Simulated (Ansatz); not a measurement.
# A series in volume scale on Bi

Results calculated with Ansatz 0.2.0, not measured. Periodic Kohn-Sham DFT of a crystal at fixed atoms, scaled to volume_scale times the given cell; pressure positive in compression, energy less spherical unpolarised free atoms, largest_vzz the field gradient of largest size among the nuclei.

The cell before it is scaled or strained (space group R-3m, No. 166):
```
CELL_PARAMETERS angstrom
2.27300 1.31230 3.95400
-2.27300 1.31230 3.95400
0.00000 -2.62460 3.95400
ATOMIC_POSITIONS crystal
Bi 0.23389 0.23389 0.23389
Bi 0.76611 0.76611 0.76611
```

Settings of every row: method frozen-core PAW; functional LDA; relativity scalar; k mesh 11x11x11; filling fermi-dirac; smearing width 0.03 eV; wave cutoff 420 eV; paw set soft_2.

Atom start moment: 0 on all atoms.

Limits: PAW files made with PBE; field gradient without spin-orbit coupling on heavy atoms; no gap: field gradients move with the k mesh; no spin-orbit coupling on heavy atoms.

| row | volume scale | V (Å³/atom) | largest V_zz (1e21 V/m^2) | pressure (GPa) |
| --- | --- | --- | --- | --- |
| 1 | 0.94 | 33.26 | -3.365 | 1.318 |
| 2 | 0.98 | 34.675 | -3.294 | -0.912 |
| 3 | 0.99 | 35.029 | ? | ? |
| 4 | 1 | 35.383 | -3.258 | -1.845 |
| 5 | 1.01 | 35.736 | -3.237 | -2.272 |
| 6 | 1.04 | 36.798 | -3.175 | -3.413 |
| 7 | 1.06 | 37.506 | -3.127 | -4.069 |

Question: what largest V_zz and pressure should row 3 give?

Worked fit of largest V_zz. Take t = volume scale − 1. The shown rows have t = -0.06, -0.02, 0, 0.01, 0.04, 0.06. Least squares give largest V_zz = −3.2573 + 1.971 × t + 3.06 × t² 1e21 V/m^2; a straight line predicts inner rows, each left out in turn, worse (root mean square 0.0045 against 0.0016 1e21 V/m^2). The rows lie off it by 0.000, 0.001, -0.001, 0.000, -0.001, 0.001. The withheld row has t = -0.01, so the fit gives −3.2573 + 1.971 × (-0.01) + 3.06 × (-0.01)² = -3.277 1e21 V/m^2.

The calculation gave -3.277 1e21 V/m^2. The fit meets it to the printed digit.

Worked fit of pressure. Take u = (V_r/V)^(2/3) − 1 with V_r = 35.559 Å³ an atom, which is twice the finite (Eulerian) strain; such expansions in the strain, on which the Birch-Murnaghan equation of state is built, carry the rest volume and the bulk modulus. The shown rows have u = 0.04557, 0.01692, 0.00331, -0.0033, -0.02257, -0.03491. Least squares give pressure = −2.0611 + 64.411 × u + 204.57 × u² + 202 × u³ GPa; a parabola predicts inner rows, each left out in turn, worse (root mean square 0.0037 against 0.00082 GPa). The rows lie off it by 0.000, 0.000, 0.001, -0.001, 0.000, 0.000. The pressure vanishes at u = 0.0292, or V = 34.06 Å³ an atom, and there the bulk modulus at fixed shape and fractions is B = −V dP/dV = (2/3)(1 + u) dP/du = 52.8 GPa. Letting shape and atoms relax would as a rule lower it, by much in layered, chain or molecular crystals. The withheld row has u = 0.01006, so the fit gives −2.0611 + 64.411 × (0.01006) + 204.57 × (0.01006)² + 202 × (0.01006)³ = -1.392 GPa.

The calculation gave -1.392 GPa. The fit meets it to the printed digit.
